**Question: Is the white noise of a subthreshold MOSFET shot noise or thermal noise?**

My notes give the drain noise of a long-channel MOSFET as thermal noise, $S_I = 4kT\mu|Q_{inv}|/L^2$. Papers on low-power analog design say that in subthreshold the noise is shot noise, $S_I = 2qI_D$. One formula contains $T$ and $\mu$, the other doesn't, and the second gives zero at $V_{DS}=0$, which can't be right for a conducting channel. Are these two mechanisms that I have to add? I bias a Si nMOSFET at 1 nA in saturation and would like to know which to use and when it fails.

---

**Answer**

Don't add them. In weak inversion they are one noise, counted in two ways:

$$S_I=\frac{4kT\mu|Q_{inv}|}{L^2}=2q\,(I_F+I_R)=2qI_D\coth\frac{qV_{DS}}{2kT},$$

with $Q_{inv}$ the total charge in the channel, in coulombs. The form $2qI_D$ is the saturation limit, and Nyquist's $4kTg_{ds}$ is the limit $V_{DS}\to0$.

## Conventions and premises

$S_I$ is the one-sided spectral density in A²/Hz of the drain current, all terminals held at fixed voltage. Voltages are referred to the bulk, $V_{DS}=V_D-V_S\ge0$, and $U_T=kT/q$ with $q>0$. The coordinate $x$ runs from source ($0$) to drain ($L$), and $I_D>0$ means electrons moving toward the drain. $Q'(x)>0$ is the magnitude of the inversion charge per area, $N=WQ'/q$ the number of electrons per length, and $|Q_{inv}|=W\int_0^L Q'\,dx$.

1. Long channel: the vertical electrostatics is one-dimensional at each $x$.
2. Weak inversion: $Q'$ is too small to affect the surface potential $\psi_s$.
3. The electrons are non-degenerate and at the lattice temperature, with constant mobility, so $D=\mu U_T$ (Einstein relation), and they scatter many times over $L$.
4. Source and drain are reservoirs in equilibrium at $V_S$ and $V_D$. They emit electrons at constant rates, as Poisson processes, and absorb whatever arrives.
5. No generation, recombination or trapping in the channel.

Premises 2 and 3 make the electrons independent of each other: no Coulomb feedback and no Pauli blocking.

## 1. The dc state

In the depleted p-type body, Poisson's equation with acceptors and holes is $\epsilon_s\psi''=qN_A(1-e^{-\psi/U_T})$. Multiplying by $\psi'$ and integrating from the bulk gives the surface field for $\psi_s\gg U_T$, $E_s^2=2qN_A(\psi_s-U_T)/\epsilon_s$. The depletion charge per area is $Q_b'=\epsilon_sE_s=A\sqrt{\psi_s-U_T}$ with $A=\sqrt{2q\epsilon_sN_A}$, and the gate balance reads

$$C_{ox}(V_G-V_{FB}-\psi_s)=Q_b'(\psi_s)+Q'.$$

Dropping $Q'$ (premise 2) makes $\psi_s$ a function of $V_G$ alone. It is the same at every $x$, so there is no lateral field and no drift.

The electron density is $N_A\exp[(\psi-2\phi_F-V)/U_T]$, where $\phi_F=U_T\ln(N_A/n_i)$ and $V$ is the electron quasi-Fermi potential measured from that of the holes. With $\psi\approx\psi_s-E_sz$ near the surface, the depth integral gives a layer of thickness $U_T/E_s$, and $qN_A/E_s=A/(2\sqrt{\psi_s-U_T})$, so

$$Q'=C_dU_T\,e^{(\psi_s-2\phi_F-V)/U_T},\qquad C_d=\frac{dQ_b'}{d\psi_s}=\frac{A}{2\sqrt{\psi_s-U_T}}.\tag{1}$$

The channel ends are in equilibrium with the contacts, $V=V_S$ and $V=V_D$, hence $Q_d'/Q_s'=e^{-V_{DS}/U_T}$. The current is pure diffusion, $I_D=-WD\,dQ'/dx$. It is independent of $x$ by premise 5, so $Q'$ is linear in $x$ and

$$I_D=I_F-I_R,\quad I_F=\frac WL\mu U_TQ_s',\quad I_R=\frac WL\mu U_TQ_d'=I_Fe^{-V_{DS}/U_T}.\tag{2}$$

The small-signal conductances follow. From (1), $I_F\propto e^{-V_S/U_T}$ and $I_R\propto e^{-V_D/U_T}$, so $g_{ms}=-\partial I_D/\partial V_S=I_F/U_T$ and $g_{ds}=\partial I_D/\partial V_D=I_R/U_T$. For the gate, $dV_G/d\psi_s=n_0=1+C_d/C_{ox}$ and $d\ln Q'/d\psi_s=1/U_T-1/[2(\psi_s-U_T)]$, the same for both ends. Therefore

$$g_m=\frac{I_D}{nU_T},\qquad n=\frac{n_0}{1-U_T/[2(\psi_s-U_T)]}.\tag{3}$$

This $n$ is the slope factor of the subthreshold swing $nU_T\ln10$. It is usually identified with $n_0$, and the difference is sized in the example.

## 2. Thermal route

An electron's velocity along $x$ fluctuates with autocorrelation $C_v(t)$, and $D=\int_0^\infty C_v\,dt$. The one-sided spectrum is $4\int_0^\infty C_v\cos\omega t\,dt$, which equals $4D$ for $\omega\tau_m\ll1$, $\tau_m$ being the momentum relaxation time. Independent electrons add in power, so the particle flux carries a random term:

$$\Phi=-D\,\partial_xN+\xi(x,t),\qquad S_\xi(x,x')=4DN(x)\,\delta(x-x').\tag{4}$$

This source is thermal in Nyquist's sense. Averaged over a slice $\Delta x$ it gives a current noise $4q^2DN/\Delta x=4kT\,G$, where $G=\mu WQ'/\Delta x$ is the conductance of the slice.

At low frequency no charge accumulates, so $\delta\Phi$ is independent of $x$. Integrate (4) over the channel:

$$L\,\delta\Phi=-D\,[\delta N(L)-\delta N(0)]+\int_0^L\xi\,dx.$$

The contacts fix the end densities (premise 4, made exact in section 3), so the bracket vanishes. Then

$$S_I=\frac{q^2}{L^2}\int_0^L\!\!\int_0^LS_\xi\,dx\,dx'=\frac{4q^2D}{L^2}\int_0^LN\,dx=\frac{4kT\mu|Q_{inv}|}{L^2},\tag{5}$$

using $qD=kT\mu$. For the linear profile $|Q_{inv}|=WL(Q_s'+Q_d')/2$, and with $kT=qU_T$,

$$S_I=2q\,\frac WL\mu U_T\,(Q_s'+Q_d')=2q\,(I_F+I_R).\tag{6}$$

$T$ and $\mu$ have not disappeared. They are inside $I_F$ and $I_R$, because the same coefficient $D$ sets the dc current and the noise source.

## 3. Counting route

If $K_{\mathcal T}$ electrons are delivered in a time $\mathcal T$, the variance of the charge is the double time integral of the current autocorrelation $C_I$, which tends to $\mathcal T\int_{-\infty}^{\infty}C_I\,dt$. Since $S_I(0)=2\int_{-\infty}^\infty C_I\,dt$,

$$S_I(0)=2q^2\lim_{\mathcal T\to\infty}\frac{\mathrm{Var}\,K_{\mathcal T}}{\mathcal T}.\tag{7}$$

A Poisson count of rate $r$ has variance $r\mathcal T$, which gives Schottky's formula $2q^2r=2qI$.

Represent diffusion by a walk on sites $j=0,\dots,M$ with spacing $a=L/M$ and hop rate $\Gamma$ to each neighbour, so $D=\Gamma a^2$. Sites $0$ and $M$ are the contacts. They emit at the fixed rates $\Gamma\nu_0$ and $\Gamma\nu_M$, with $\nu_0=aN(0)$ and $\nu_M=aN(L)$.

**Whole crossings.** Let $p_j$ be the probability that an electron at site $j$ reaches the drain before the source. The first hop gives $p_j=(p_{j-1}+p_{j+1})/2$ with $p_0=0$, $p_M=1$, so $p_j=j/M$. An electron emitted by the source starts at $j=1$ and crosses with probability $1/M$. The crossing rate is $\Gamma\nu_0/M=DN(0)/L=I_F/q$. Likewise electrons cross backward at the rate $I_R/q$. So $I_F$ and $I_R$ of (2) are real one-way streams. A Poisson stream from which each member is kept independently with fixed probability is again Poisson. Electrons that return to the contact they left transfer no net charge and drop out of the long-time limit (7). The forward and backward streams are independent, so the means subtract and the variances add:

$$I_D=I_F-I_R,\qquad S_I=2q\,(I_F+I_R).$$

This is (6), obtained with no mention of temperature.

**Single hops.** The same walk shows why the two routes must agree. Let $H$ be the number of right hops minus left hops on all $M$ bonds, and $X=\sum_i x_i/L$ over electrons on interior sites. Every hop changes $K+X$ by $\pm1/M$, with $K$ the net count into the drain. For instance the last hop raises $K$ by $1$ and lowers $X$ by $(M-1)/M$. Thus $K=H/M-X+\text{const}$, and since $X$ has a bounded variance, $H/M$ can replace $K$ in (7). Given the instantaneous occupancies $\nu_j$, the expected rate of $H$ is $\sum_{j=0}^{M-1}\Gamma(\nu_j-\nu_{j+1})=\Gamma(\nu_0-\nu_M)$. The interior fluctuations cancel and a constant remains, which is the exact content of $\delta N(0)=\delta N(L)=0$. What fluctuates is the deviation of each hop count from its conditional mean. These deviations are uncorrelated in time because their conditional mean is zero, uncorrelated between bonds and directions because two hops never coincide, and have variance equal to the mean hop rate. Hence

$$S_I=2\Big(\frac qM\Big)^2\sum_{j=0}^{M-1}\Gamma\,(\bar\nu_j+\bar\nu_{j+1}).\tag{8}$$

Read as an integral, the sum is $2\Gamma\int N\,dx$, and (8) is $4q^2D\int N\,dx/L^2$, the thermal formula (5). Evaluated on the linear profile, the sum is $\Gamma M(\nu_0+\nu_M)$, and (8) is $2q(I_F+I_R)$ for any $M$. Thermal noise is the shot noise of many hops that each move the charge $q/M$, and shot noise is the same thing booked as few crossings that each move $q$.

## 4. The coth form and its limits

With $v=V_{DS}/U_T$, (2) gives $(I_F+I_R)/(I_F-I_R)=(1+e^{-v})/(1-e^{-v})=\coth(v/2)$, so

$$S_I=2qI_D\coth\frac{qV_{DS}}{2kT}=2kT\,(g_{ms}+g_{ds}).\tag{9}$$

**Saturation**, $V_{DS}\gg U_T$: $I_R\to0$ and $S_I=2qI_D$. With (3), $I_D=nU_Tg_m$, so

$$S_I=2qI_D=4kT\,\frac n2\,g_m=4kT\,\frac12\,g_{d0},$$

where $g_{d0}=I_F/U_T$ is the channel conductance at $V_{DS}=0$ for the same $V_G$ and $V_S$. The noise coefficient is $n/2$ when referred to $g_m$ and $1/2$ when referred to $g_{d0}$, so check which one a paper means.

**Equilibrium**, $V_{DS}=0$: $I_F=I_R$, $g_{ds}=I_F/U_T$, and $S_I=4qI_F=4kTg_{ds}$, as Nyquist's theorem demands. Here $I_D$ and $g_m$ are zero while the noise is twice its saturation value.

At fixed $V_G$ and $V_S$:

| $V_{DS}/U_T$ | $I_D/I_F$ | $S_I/2qI_F$ | $S_I/2qI_D$ |
|---|---|---|---|
| 0 | 0 | 2 | $\infty$ |
| 1 | 0.632 | 1.368 | 2.164 |
| 2 | 0.865 | 1.135 | 1.313 |
| 4 | 0.982 | 1.018 | 1.037 |

## 5. Range of validity

**Inversion level.** Keep $Q'$ in the gate balance. At fixed $V_G$, $dQ'=-n_0C_{ox}\,d\psi_s$, with $n_0$ taken constant along the channel. The drift term $W\mu Q'\,d\psi_s/dx$ now appears. With $\rho=Q'/(2n_0C_{ox}U_T)$, $y=x/L$ and $I_{sp}=2n_0\mu C_{ox}U_T^2W/L$,

$$\frac{I_D}{I_{sp}}=-(1+2\rho)\frac{d\rho}{dy}=-\frac{d}{dy}\,(\rho+\rho^2).$$

Drift is $2\rho$ times diffusion. The current is still a total derivative of a function of the local charge, and the slice source is still $4kTG$, so the integration leading to (5) goes through unchanged (this is the Klaassen–Prins result), and $S_I=4qI_{sp}\int_0^1\rho\,dy$. In saturation $i=I_D/I_{sp}=\rho_s+\rho_s^2$ and $dy=-(1+2\rho)\,d\rho/i$, so $\int\rho\,dy=(\rho_s^2/2+2\rho_s^3/3)/i$ and

$$\frac{S_I}{2qI_D}=\frac{1+\tfrac43\rho_s}{(1+\rho_s)^2}\approx1-\tfrac23\,i\quad(i\ll1).\tag{10}$$

The ratio is 0.94 at $i=0.1$, 0.70 at $i=1$ and 0.34 at $i=10$. Since $g_{d0}=I_{sp}\rho_s/U_T$, the coefficient $S_I/4kTg_{d0}=(\tfrac12+\tfrac23\rho_s)/(1+\rho_s)$ runs from $1/2$ to the strong-inversion value $2/3$. So the thermal form (5) survives in a long channel at any inversion level, while full shot noise needs $i\ll1$. Above that, an excess electron lowers $\psi_s$ and repels the others, and the crossings are no longer independent.

**Short or non-uniform channels.** Here it is the other way round. Let $\psi(x)$ be any fixed potential profile, treated in one dimension with constant $D$. The flux is $\Phi=-De^{\psi/U_T}\partial_x\eta+\xi$ with $\eta=Ne^{-\psi/U_T}$. Multiply by $e^{-\psi/U_T}$ and integrate, with $Z=\int_0^Le^{-\psi/U_T}dx$ and $w=e^{-\psi/U_T}/Z$. The dc current is $qD(\eta_s-\eta_d)/Z=I_F-I_R$, the fluctuation is $\delta\Phi=\int w\,\xi\,dx$, and $\eta$ is linear in $s(x)=\int_0^xw\,dx'$. Because $Nw^2dx=\eta\,ds/Z$,

$$S_I=4q^2D\int_0^LNw^2dx=\frac{2q^2D(\eta_s+\eta_d)}{Z}=2q\,(I_F+I_R).$$

At the ends $\eta\propto e^{-V/U_T}$, so $I_R/I_F=e^{-V_{DS}/U_T}$ and the coth law holds with drain-induced barrier lowering included, although $I_F$ then depends on $V_D$ and $g_{ds}\ne I_R/U_T$ away from $V_{DS}=0$. The plain form $\mu|Q_{inv}|/L^2$ fails, since $w\neq1/L$. The weight is largest at the top of the barrier and small in the high-field region by the drain, where carriers heat up. The argument from whole crossings needs only independence, so it also covers ballistic emission over the barrier.

**Frequency.** Drop the quasi-static step and use $i\omega\,\delta N=-\partial_x\delta\Phi$, with $i$ the imaginary unit in this paragraph. Take $u=\sinh\kappa x/\sinh\kappa L$ with $\kappa^2=i\omega/D$, so $Du''=i\omega u$, $u(0)=0$, $u(L)=1$. Multiplying the continuity equation by $u$ and integrating by parts twice with $\delta N=0$ at the ends leaves $\delta\Phi(L)=\int u'\xi\,dx$, so $S_I=4q^2D\int N|u'|^2dx$. Put $\kappa L=(1+i)b$. Then $L^2|u'|^2=2b^2(\cosh2by+\cos2by)/(\cosh2b-\cos2b)$, and integrating against $2(1-y)$ and $2y$ gives

$$S_I(\omega)=2qI_F+2qI_R\,\big[\,2\,\mathrm{Re}(\kappa L\coth\kappa L)-1\,\big].$$

The forward part is exactly white, as it must be for Poisson arrivals. The bracket is $1+\tfrac2{45}\theta^2+\dots$ with $\theta=\omega L^2/D$. Out of saturation (9) therefore needs $\theta\lesssim1$. In saturation the conduction noise at the drain end stays $2qI_D$ as long as $\omega\tau_m\ll1$ and $hf\ll kT$. Capacitive coupling of the channel fluctuations to gate and bulk produces separate noise currents in those terminals.

**Other sources.** Trapping in the oxide breaks premise 5 and adds $1/f$ or random-telegraph noise, which dominates at low frequency. Junction leakage and gate tunnelling add their own shot noise, and impact ionisation at high $V_{DS}$ adds multiplication noise. At low temperature, degeneracy and band-tail states undermine premise 3.

## 6. Numbers: Si nMOSFET at 1 nA

Take $T=300$ K, $I_D=1$ nA, $V_S=0$, $V_{DS}=0.3$ V. The dielectric constant of Si is 11.7, a measured value as compiled by the Ioffe Institute (300 K). The other inputs are illustrative or typical: $W=L=1\ \mu$m, $N_A=3\times10^{17}$ cm⁻³, 4 nm of SiO₂ with relative permittivity about 3.9, $n_i\approx1.0\times10^{10}$ cm⁻³, $\mu\approx300$ cm²/Vs, no interface traps.

**State of the channel.** $U_T=25.85$ mV, $D=7.76$ cm²/s, and $I_R/I_F=9\times10^{-6}$, so $I_F=I_D$. From (2), $Q_s'=0.129$ nC/cm², or $8.05\times10^{8}$ electrons/cm², and $|Q_{inv}|=WLQ_s'/2=6.45\times10^{-19}$ C. That is 4.0 electrons on average. Weighting the profile $1-y$ with the crossing probability $y$ shows that one third of them end in the drain.

**Noise, both ways.** $4kT\mu|Q_{inv}|/L^2=3.20\times10^{-28}$ A²/Hz and $2qI_D=3.20\times10^{-28}$ A²/Hz, or 17.9 fA/√Hz. The equality is the identity (6), and $\mu$ cancels from it. Bringing $V_{DS}$ to zero at the same gate bias leaves $g_{ds}=38.7$ nS and $4kTg_{ds}=6.41\times10^{-28}$ A²/Hz, or 25.3 fA/√Hz.

**Referred to the gate.** $C_{ox}=0.863\ \mu$F/cm² and $2\phi_F=0.890$ V. Solving (1) gives $\psi_s=0.798$ V and $C_d=0.180\ \mu$F/cm², a depletion depth $\epsilon_s/C_d=58$ nm, well below $L$. Then $n_0=1.21$, the correction in (3) is 1.7%, and $n=1.23$, a swing of 73 mV/decade. So $g_m=31$ nS, $n/2=0.61$, and the gate-referred noise $\sqrt{S_I}/g_m=nU_T\sqrt{2q/I_D}$ is 0.57 µV/√Hz.

**Size of what was neglected.**

- Coulomb feedback: $I_{sp}=0.42\ \mu$A, $i=2.4\times10^{-3}$, and (10) gives 0.9984, a deficit of 0.16%. The 6% deficit of $i=0.1$ is reached at 42 nA.
- Degeneracy: the lowest subband of the two-fold valleys alone, with typical in-plane mass $m\approx0.19\,m_0$, offers $2mkT/\pi\hbar^2=4.1\times10^{12}$ states/cm², so the occupancy is below about $2.0\times10^{-4}$.
- Diffusive transport: $\tau_m=\mu m/q=32$ fs and $\sqrt{D\tau_m}=5$ nm.
- Frequency: $\theta=1$ at $D/2\pi L^2=0.12$ GHz, and $kT/h=6.25$ THz.
- A source resistance $R_S$ contributes $4kTR_Sg_{ms}^2$, a fraction $2R_SI_D/U_T=8\times10^{-5}$ of the channel noise for 1 kΩ.
- Flicker noise is the one real rival. With a typical gate-referred level of order $10^{-10}$ V²/Hz at 1 Hz for 1 µm², falling as $1/f$, it meets the white level of $3.2\times10^{-13}$ V²/Hz near 0.3 kHz and exceeds it below that.

The current noise of 17.9 fA/√Hz depends only on $q$ and $I_D$. The slope factor, $g_m$, the 0.57 µV/√Hz and the corner frequency are the model's numbers for the assumed device. Its $n$ sits at the low end of the roughly 1.2 to 1.5 typical of bulk Si transistors, where interface traps and heavier doping raise it, and the gate-referred noise of a real part scales in proportion to its own $n$.